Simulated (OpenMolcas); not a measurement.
## SiH4 (SMILES [H][Si]([H])([H])[H]): the vertical energy of the triplet above the singlet, rung by rung

SiH4 has 5 atoms, charge 0, and is taken as a singlet. SMILES: `[H][Si]([H])([H])[H]`. Geometry: relaxed at GFN2-xTB.

```jsonl
{"atom": "Si", "x (Å)": "0.0001", "y (Å)": "0.0000", "z (Å)": "0.0001"}
{"atom": "H", "x (Å)": "0.0113", "y (Å)": "-0.0194", "z (Å)": "1.4609"}
{"atom": "H", "x (Å)": "1.3735", "y (Å)": "0.0113", "z (Å)": "-0.4978"}
{"atom": "H", "x (Å)": "-0.6966", "y (Å)": "1.1967", "z (Å)": "-0.4657"}
{"atom": "H", "x (Å)": "-0.6882", "y (Å)": "-1.1885", "z (Å)": "-0.4975"}
```

Each level gives the vertical energy of the triplet above the singlet (eV). The values are calculated.

| level | kind | program | value (eV) | less FCI/STO-3G |
| --- | --- | --- | --- | --- |
| HF/STO-3G | Hartree–Fock | OpenMolcas | 12.87 | -0.11 |
| HF/STO-3G, open shells restricted | Hartree–Fock | OpenMolcas | 12.88 | -0.10 |
| SVWN5/STO-3G | LDA | OpenMolcas | 13.39 | +0.41 |
| PBE/STO-3G | GGA | OpenMolcas | 13.07 | +0.09 |
| r2SCAN/STO-3G | meta-GGA | OpenMolcas | 13.26 | +0.28 |
| PBE0/STO-3G | global hybrid | OpenMolcas | 13.16 | +0.18 |
| CASPT2(2,2)/STO-3G | multireference | OpenMolcas | 13.28 | +0.30 |
| FCI/STO-3G, open shells restricted | exact in the basis | OpenMolcas | 12.98 | 0.00 |

FCI/STO-3G, open shells restricted is exact within its basis and frozen core, so for wave-function methods in that basis the difference is their error; functionals converge differently with the basis, so for them it is only a difference. The values span 12.87 to 13.39 eV. A triplet this far above the singlet is often a Rydberg-like or dissociative state; sets without diffuse functions put Rydberg states too high. All rows use very small basis sets, so even the best lies far from the true value.

The triplet lies far above the singlet at every level, as expected for a saturated molecule whose valence electrons all sit in Si–H bonds. With no lone pair or π system to draw on, the excitation must move a σ electron into an Si–H antibonding combination, the only kind of valence orbital left empty in a minimal basis.

Hartree–Fock falls slightly below FCI because it misses the correlation between opposite spins, which favours the singlet with its extra electron pair. Restricting the open shells changes the gap by almost nothing, so spin contamination is not a likely source of that error. CASPT2(2,2) overshoots to 13.28 eV, probably because so small an active space treats pair correlation unevenly in the two states. PBE0 lies above both PBE and Hartree–Fock, so the functionals' order does not follow the share of exact exchange alone.

These vertical gaps do not give the energy needed to reach a relaxed triplet or to break an Si–H bond.
